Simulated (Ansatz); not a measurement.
ZrC: the change of pressure with volume scale

Periodic Kohn-Sham DFT of a crystal at fixed atoms, scaled to volume_scale times the given cell; pressure positive in compression, energy less spherical unpolarised free atoms, largest_vzz the field gradient of largest size among the nuclei. The results are calculated, by Ansatz 0.2.0.

The cell before it is scaled or strained (space group Fm-3m, No. 225):
```
CELL_PARAMETERS angstrom
0.00000 2.35430 2.35430
2.35430 0.00000 2.35430
2.35430 2.35430 0.00000
ATOMIC_POSITIONS crystal
Zr 0.00000 0.00000 0.00000
C 0.50000 0.50000 0.50000
```

Settings of every row: method frozen-core PAW; functional PBE; relativity scalar; k mesh 14x14x14; filling fermi-dirac; smearing width 0.05 eV; wave cutoff 420 eV; paw set soft_2.

Atom start moment: 0 on all atoms.

| row | volume scale | V (Å³/atom) | pressure (GPa) |
| --- | --- | --- | --- |
| 1 | 0.9405 | 12.273 | 15.459 |
| 2 | 0.97 | 12.658 | ? |
| 3 | 1 | 13.049 | 0.011 |
| 4 | 1.03 | 13.441 | -6.182 |
| 5 | 1.06 | 13.832 | -11.502 |

Question: what pressure should row 2 give?

Worked fit of pressure. Take u = (V_r/V)^(2/3) − 1 with V_r = 13.245 Å³ an atom, which is twice the finite (Eulerian) strain; such expansions in the strain, on which the Birch-Murnaghan equation of state is built, carry the rest volume and the bulk modulus. The shown rows have u = 0.05213, 0.00999, -0.00975, -0.0285. Least squares give pressure = −3.2062 + 314.63 × u + 832.41 × u² GPa; a straight line predicts inner rows, each left out in turn, worse (root mean square 0.83 against 0.026 GPa). The rows lie off it by 0.001, -0.009, 0.013, -0.005 (root mean square 0.0083 GPa). The pressure vanishes at u = 0.0099, or V = 13.05 Å³ an atom, and there the bulk modulus at fixed shape and fractions is B = −V dP/dV = (2/3)(1 + u) dP/du = 223 GPa. The withheld row has u = 0.03068, so the fit gives −3.2062 + 314.63 × (0.03068) + 832.41 × (0.03068)² = 7.230 GPa.

The calculation gave 7.218 GPa. The fit lies 0.012 GPa (0.045 % of the column's range) above it; its largest miss of a shown row is 0.013 GPa.
